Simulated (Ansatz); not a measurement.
**PNH4 (SMILES N=[PH3]): methods side by side**

PNH4 has 6 atoms, charge 0, and is taken as a singlet. SMILES: `N=[PH3]`. The coordinates come from a GFN2-xTB relaxation.

```xyz
6

N     0.6145   -0.7126    0.8681
P    -0.1568    0.2251   -0.0815
H     1.0353   -1.5193    0.4338
H    -1.2997   -0.1796   -0.7813
H     0.4653    0.9308   -1.1183
H    -0.6585    1.2556    0.6793
```

Quantity: the energy change with the N1–P2 bond stretched from 1.541 to 3.083 Å, in eV. The values are calculated.

```json
{"level": "HF/STO-3G (restricted)", "kind": "Hartree–Fock", "program": "Ansatz", "value (eV)": "1.03", "less FCI/STO-3G": "-0.27", "CPU time (all runs)": "0.3 s"}
{"level": "BHLYP/STO-3G (restricted)", "kind": "global hybrid", "program": "Ansatz", "value (eV)": "2.21", "less FCI/STO-3G": "+0.91", "CPU time (all runs)": "2.3 s"}
{"level": "B2PLYP/STO-3G (restricted)", "kind": "double hybrid", "program": "Ansatz", "value (eV)": "2.30", "less FCI/STO-3G": "+1.00", "CPU time (all runs)": "4.5 s"}
{"level": "MP2/STO-3G (restricted)", "kind": "perturbation theory", "program": "Ansatz", "value (eV)": "1.76", "less FCI/STO-3G": "+0.46", "CPU time (all runs)": "0.38 s"}
{"level": "BCCD(T)/STO-3G (restricted)", "kind": "coupled cluster or CI", "program": "Ansatz", "value (eV)": "1.29", "less FCI/STO-3G": "-0.01", "CPU time (all runs)": "0.59 s"}
{"level": "CCSD(T)/STO-3G (restricted)", "kind": "coupled cluster or CI", "program": "Ansatz", "value (eV)": "1.29", "less FCI/STO-3G": "-0.01", "CPU time (all runs)": "0.46 s"}
{"level": "FCI/STO-3G", "kind": "exact in the basis", "program": "Ansatz", "value (eV)": "1.30", "less FCI/STO-3G": "0.00", "CPU time (all runs)": "11 s"}
```

FCI/STO-3G is exact within its basis and frozen core, so for wave-function methods in that basis the difference is their error; functionals converge differently with the basis, so for them it is only a difference. The first shape isn't each level's own minimum. The values span 1.03 to 2.30 eV. All rows use very small basis sets, so even the best lies far from the true value. CPU times are rough (shared hosts, several kinds of processor): they show what a rung costs within a factor of a few.

Electron correlation raises the cost of stretching the P–N bond, since Hartree–Fock gives 1.03 eV against 1.30 eV for FCI. MP2 overshoots this correction and reaches 1.76 eV, probably because second-order theory misses part of the near-degeneracy correlation in the nitrogen p shell as the singlet NH fragment separates. Both coupled-cluster variants recover the balance almost completely, and their agreement suggests that the choice between Hartree–Fock and Brueckner orbitals matters little here.

The FCI stretching energy is nevertheless small for an iminophosphorane, whose short P–N bond combines strong P⁺–N⁻ attraction with donation from the nitrogen lone pairs into P–H σ* orbitals. A minimal basis has no d polarisation functions on phosphorus and little freedom to describe anionic nitrogen, so it likely underestimates both contributions. Nor is the stretching energy a dissociation energy to ground-state fragments, because free NH has a triplet ground state while the calculation follows the singlet.
